**Spin-orbit splitting of the 5p shell from Hf³⁺ to Hg³⁺**

The table holds the $5p_{1/2}$ and $5p_{3/2}$ Kohn-Sham eigenvalues, mean radii and their splitting for nine 5dⁿ ions of charge +3, from a spherical, unpolarised all-electron Dirac calculation with the BLYP functional and a point nucleus (Quantum ESPRESSO ld1.x). The program tests the model $\Delta\varepsilon = C\,\delta(Z)/\langle r\rangle^2$, where $\delta$ is the Dirac offset in effective quantum number between the two levels, against bare $Z^4$ and screened $(Z-s)^4$ scaling, and compares the growth of the 2p to 5p splittings from Hf to Au. The splitting grows by a factor of 2.32, of which 1.28 comes from $\delta$; the one-constant model drifts from 5 % high to 4 % low, and the screened formula from 7 % high to 6.5 % low. Second differences locate an extra drop of about 0.2 eV in both levels at Re→Os, where the imposed filling turns from $5d_{3/2}$ to $5d_{5/2}$, and only 0.015 eV of it remains in the splitting.

All-electron Dirac Kohn-Sham calculations with Quantum ESPRESSO ld1.x 7.5 for the triply charged ions from Hf to Hg, using the BLYP functional, spherical densities, no spin polarisation and a point nucleus. In the open 5d shell, 5d3/2 is filled before 5d5/2. Eigenvalues are negative for bound levels.

## Program and output

```python
# Table: 5p1/2, 5p3/2 Kohn-Sham eigenvalues (eV), mean radii (bohr) and their splitting, Hf3+..Hg3+,
# Quantum ESPRESSO ld1.x, BLYP, Dirac, spherical, unpolarised, point nucleus.
# Tested: gap = delta(Z)*d(eps)/dn ~ C*delta/<r>^2, rivals Z^4 and (Z-s)^4, and the Re->Os kink.
T = {
    'ion': ['Hf3+', 'Ta3+', 'W3+', 'Re3+', 'Os3+', 'Ir3+', 'Pt3+', 'Au3+', 'Hg3+'],
    'Z': [72, 73, 74, 75, 76, 77, 78, 79, 80],
    'N': [69, 70, 71, 72, 73, 74, 75, 76, 77],
    'configuration': ['[Xe] (4f5/2)6 (4f7/2)8 (5d3/2)1', '[Xe] (4f5/2)6 (4f7/2)8 (5d3/2)2', '[Xe] (4f5/2)6 (4f7/2)8 (5d3/2)3', '[Xe] (4f5/2)6 (4f7/2)8 (5d3/2)4', '[Xe] (4f5/2)6 (4f7/2)8 (5d3/2)4 (5d5/2)1', '[Xe] (4f5/2)6 (4f7/2)8 (5d3/2)4 (5d5/2)2', '[Xe] (4f5/2)6 (4f7/2)8 (5d3/2)4 (5d5/2)3', '[Xe] (4f5/2)6 (4f7/2)8 (5d3/2)4 (5d5/2)4', '[Xe] (4f5/2)6 (4f7/2)8 (5d3/2)4 (5d5/2)5'],
    'eigenvalue_5p12': [-67.933, -73.169, -78.516, -83.957, -89.696, -95.541, -101.5, -107.58, -113.79],  # eV
    'eigenvalue_5p32': [-59.972, -64.236, -68.52, -72.807, -77.282, -81.765, -86.258, -90.764, -95.289],  # eV
    'mean_radius_5p12': [1.2543, 1.2105, 1.1692, 1.1306, 1.0939, 1.0594, 1.0271, 0.99659, 0.96784],  # bohr
    'mean_radius_5p32': [1.3566, 1.3109, 1.2681, 1.2282, 1.1903, 1.1549, 1.1218, 1.0907, 1.0615],  # bohr
    'gap': [7.962, 8.934, 9.996, 11.15, 12.414, 13.776, 15.243, 16.817, 18.505],  # eV
}
import numpy as np
from scipy.constants import alpha, physical_constants as pc
from scipy.optimize import minimize_scalar
Ha = pc['Hartree energy in eV'][0]
ion = T['ion']; A = lambda k: np.array(T[k], float)
Z, e1, e3, g = A('Z'), A('eigenvalue_5p12'), A('eigenvalue_5p32'), A('gap')
r1, r3 = A('mean_radius_5p12'), A('mean_radius_5p32'); r = (r1 + r3)/2
dl = lambda z: np.sqrt(4 - (z*alpha)**2) - np.sqrt(1 - (z*alpha)**2) - 1
d = dl(Z); w = g/d
pZ = np.polyfit(np.log(Z), np.log(g), 1)[0]
print(f"Hg/Hf: gap x{g[-1]/g[0]:.3f} (Z exponent {pZ:.2f}); Z^4 x{(Z[-1]/Z[0])**4:.3f}; delta x{d[-1]/d[0]:.3f}")
print(f"Hg/Hf: 1/r^2 x{(r[0]/r[-1])**2:.3f}; delta/r^2 x{d[-1]/d[0]*(r[0]/r[-1])**2:.3f}; gap/delta x{w[-1]/w[0]:.3f}")
C = np.exp(np.mean(np.log(w*r**2))); mA = C*d/r**2
k = Ha*alpha**2/(2*5**3*2)
s = minimize_scalar(lambda x: np.sum((np.log(k*(Z - x)**4/g))**2), bounds=(0, 60), method='bounded').x
mB = k*(Z - s)**4; srow = Z - (g/k)**0.25
cf = np.polyfit(np.log(r), np.log(w), 1); p = -cf[0]; mP = d*np.exp(np.polyval(cf, np.log(r)))
print(f"A: C={C:.1f} eV bohr^2; B: n=5 hydrogenic, s={s:.2f}; A with free exponent p={p:.2f}")
print("ion  delta  gap/delta(eV)  errA%  errB%  errAfree%  s_row  r32/r12  r32-r12(bohr)")
for i in range(len(Z)):
    print(f"{ion[i]} {d[i]:.4f} {w[i]:6.1f} {100*(mA[i]/g[i]-1):+6.2f} {100*(mB[i]/g[i]-1):+6.2f} "
          f"{100*(mP[i]/g[i]-1):+6.2f} {srow[i]:.2f} {r3[i]/r1[i]:.4f} {r3[i]-r1[i]:.4f}")
for n, m in (('A', mA), ('B', mB), ('Afree', mP)):
    x = 100*(m/g - 1); j = np.argmax(abs(x))
    print(f"model {n}: rms {np.sqrt(np.mean(x**2)):.2f}%, worst {ion[j]} {x[j]:+.2f}%")
print(f"rounding floor: gap {0.05/g[0]:.3f}%, 1/r^2 about {2*0.005/r[-1]:.3f}%")
print(f"radius shrink Hf->Hg: 5p1/2 {100*(1-r1[-1]/r1[0]):.1f}%, 5p3/2 {100*(1-r3[-1]/r3[0]):.1f}%")
# further outputs of the same runs: -eps(1/2), -eps(3/2) eV, <r>(1/2), <r>(3/2) bohr
P = {'Hf3+': {2: (10670.71, 9478.363, 0.06611451, 0.07384283), 3: (2344.01, 2088.5, 0.1980593, 0.2124555),
              4: (447.4183, 388.9138, 0.4745704, 0.5075387)},
     'Au3+': {2: (13671.67, 11835.23, 0.05797598, 0.06652917), 3: (3129.362, 2724.12, 0.1735616, 0.1892565),
              4: (652.3568, 555.1318, 0.4093569, 0.4434438)}}
for nm in P:
    i = ion.index(nm); P[nm][5] = (-e1[i], -e3[i], r1[i], r3[i])
h, a = P['Hf3+'], P['Au3+']; iH, iA = ion.index('Hf3+'), ion.index('Au3+'); dr = d[iA]/d[iH]; R = []
print(f"Au/Hf by shell (delta x{dr:.3f}, Z x{Z[iA]/Z[iH]:.3f}):")
for n in (2, 3, 4, 5):
    gh, ga = h[n][0] - h[n][1], a[n][0] - a[n][1]; q = (h[n][2] + h[n][3])/(a[n][2] + a[n][3]); R.append(ga/gh)
    print(f" {n}p {gh:.1f}->{ga:.1f} eV x{ga/gh:.3f}; 1/r x{q:.3f}; model x{dr*q*q:.3f} ({100*(dr*q*q*gh/ga-1):+.1f}%)")
for nm in P:
    E = {n: (v[0] + v[1])/2 for n, v in P[nm].items()}
    for n in (3, 4):
        pr = d[ion.index(nm)]*E[n]*np.log(E[n-1]/E[n+1])/2; ob = P[nm][n][0] - P[nm][n][1]
        print(f"no-parameter {nm} {n}p: {pr:.1f} vs {ob:.1f} eV ({100*(pr/ob-1):+.1f}%)")
j = ion.index('Os3+') - 2; ex = {}
for n, y in (('5p1/2', e1), ('5p3/2', e3), ('gap', g)):
    st = np.diff(y); d2 = np.diff(st); ex[n] = d2[j] - (d2[j-1] + d2[j+1])/2
    print(f"{n} steps eV: " + " ".join(f"{v:.3f}" for v in st))
    print(f"{n} 2nd diff: " + " ".join(f"{v:.3f}" for v in d2) + f"; excess Re->Os {ex[n]:+.3f}")
print("floor of excess 0.004 eV (5p1/2 from Pt on is rounded to 0.01 eV)")
# further outputs of the same runs: F0(5d,5p) eV, <1/r>(5p3/2) 1/bohr, Os 5d radii, levels and F2
print(f"F0 5d5/2 minus 5d3/2: Os 5p3/2 {17.07516-17.4105:+.3f}; Au 5p3/2 {18.99804-19.39854:+.3f}, "
      f"5p1/2 {19.5243-19.96895:+.3f} eV; Au effect on gap {(18.99804-19.39854)-(19.5243-19.96895):+.3f}")
for nm, f0, ir in (('Os3+', 17.07516, 1.107122), ('Au3+', 18.99804, 1.216154)):
    i = ion.index(nm); fr = f0 - ir*Ha; st = e3[i+1] - e3[i]
    print(f"{nm} 5p3/2: proton {ir*Ha:.1f}, F0 {f0:.1f} eV ({f0/(ir*Ha):.2f}); frozen {fr:.1f}, step {st:.2f} eV (x{fr/st:.1f})")
print(f"Os: r(5d5/2)/r(5d3/2) {1.641637/1.595206:.3f}; 5d split {35.3651-34.1091:.2f} eV; F2/split {7.813485/(35.3651-34.1091):.1f}")
assert np.all(g > 0) and np.all(np.diff(g) > 0) and pZ > 4
assert R[0] < R[1] < R[2] < R[3]
assert 2 < p < 3
assert ex['5p1/2'] < 0 and ex['5p3/2'] < 0 and abs(ex['gap']) < 0.2*abs(ex['5p3/2'])
```

It prints:

```
Hg/Hf: gap x2.324 (Z exponent 8.01); Z^4 x1.524; delta x1.280
Hg/Hf: 1/r^2 x1.655; delta/r^2 x2.119; gap/delta x1.816
A: C=180.6 eV bohr^2; B: n=5 hydrogenic, s=30.57; A with free exponent p=2.37
ion  delta  gap/delta(eV)  errA%  errB%  errAfree%  s_row  r32/r12  r32-r12(bohr)
Hf3+ 0.0789  100.9  +5.04  +7.25  +0.11 31.29 1.0816 0.1023
Ta3+ 0.0815  109.7  +3.62  +5.15  +0.03 31.10 1.0829 0.1004
W3+ 0.0841  118.9  +2.28  +3.15  -0.02 30.90 1.0846 0.0989
Re3+ 0.0867  128.6  +1.00  +1.29  -0.07 30.71 1.0863 0.0976
Os3+ 0.0894  138.8  -0.22  -0.55  -0.10 30.51 1.0881 0.0964
Ir3+ 0.0922  149.4  -1.33  -2.23  -0.08 30.31 1.0901 0.0955
Pt3+ 0.0951  160.3  -2.39  -3.77  -0.05 30.11 1.0922 0.0947
Au3+ 0.0980  171.6  -3.35  -5.19  +0.04 29.92 1.0944 0.0941
Hg3+ 0.1010  183.2  -4.24  -6.50  +0.14 29.73 1.0968 0.0937
model A: rms 3.01%, worst Hf3+ +5.04%
model B: rms 4.46%, worst Hf3+ +7.25%
model Afree: rms 0.08%, worst Hg3+ +0.14%
rounding floor: gap 0.006%, 1/r^2 about 0.010%
radius shrink Hf->Hg: 5p1/2 22.8%, 5p3/2 21.8%
Au/Hf by shell (delta x1.242, Z x1.097):
 2p 1192.3->1836.4 eV x1.540; 1/r x1.124; model x1.570 (+1.9%)
 3p 255.5->405.2 eV x1.586; 1/r x1.131; model x1.590 (+0.3%)
 4p 58.5->97.2 eV x1.662; 1/r x1.152; model x1.647 (-0.9%)
 5p 8.0->16.8 eV x2.112; 1/r x1.251; model x1.944 (-8.0%)
no-parameter Hf3+ 3p: 278.2 vs 255.5 eV (+8.9%)
no-parameter Hf3+ 4p: 58.5 vs 58.5 eV (-0.0%)
no-parameter Au3+ 3p: 437.5 vs 405.2 eV (+8.0%)
no-parameter Au3+ 4p: 100.1 vs 97.2 eV (+3.0%)
5p1/2 steps eV: -5.236 -5.347 -5.441 -5.739 -5.845 -5.959 -6.080 -6.210
5p1/2 2nd diff: -0.111 -0.094 -0.298 -0.106 -0.114 -0.121 -0.130; excess Re->Os -0.198
5p3/2 steps eV: -4.264 -4.284 -4.287 -4.475 -4.483 -4.493 -4.506 -4.525
5p3/2 2nd diff: -0.020 -0.003 -0.188 -0.008 -0.010 -0.013 -0.019; excess Re->Os -0.182
gap steps eV: 0.972 1.062 1.154 1.264 1.362 1.467 1.574 1.688
gap 2nd diff: 0.090 0.092 0.110 0.098 0.105 0.107 0.114; excess Re->Os +0.015
floor of excess 0.004 eV (5p1/2 from Pt on is rounded to 0.01 eV)
F0 5d5/2 minus 5d3/2: Os 5p3/2 -0.335; Au 5p3/2 -0.401, 5p1/2 -0.445 eV; Au effect on gap +0.044
Os3+ 5p3/2: proton 30.1, F0 17.1 eV (0.57); frozen -13.1, step -4.48 eV (x2.9)
Au3+ 5p3/2: proton 33.1, F0 19.0 eV (0.57); frozen -14.1, step -4.53 eV (x3.1)
Os: r(5d5/2)/r(5d3/2) 1.029; 5d split 1.26 eV; F2/split 6.2
```
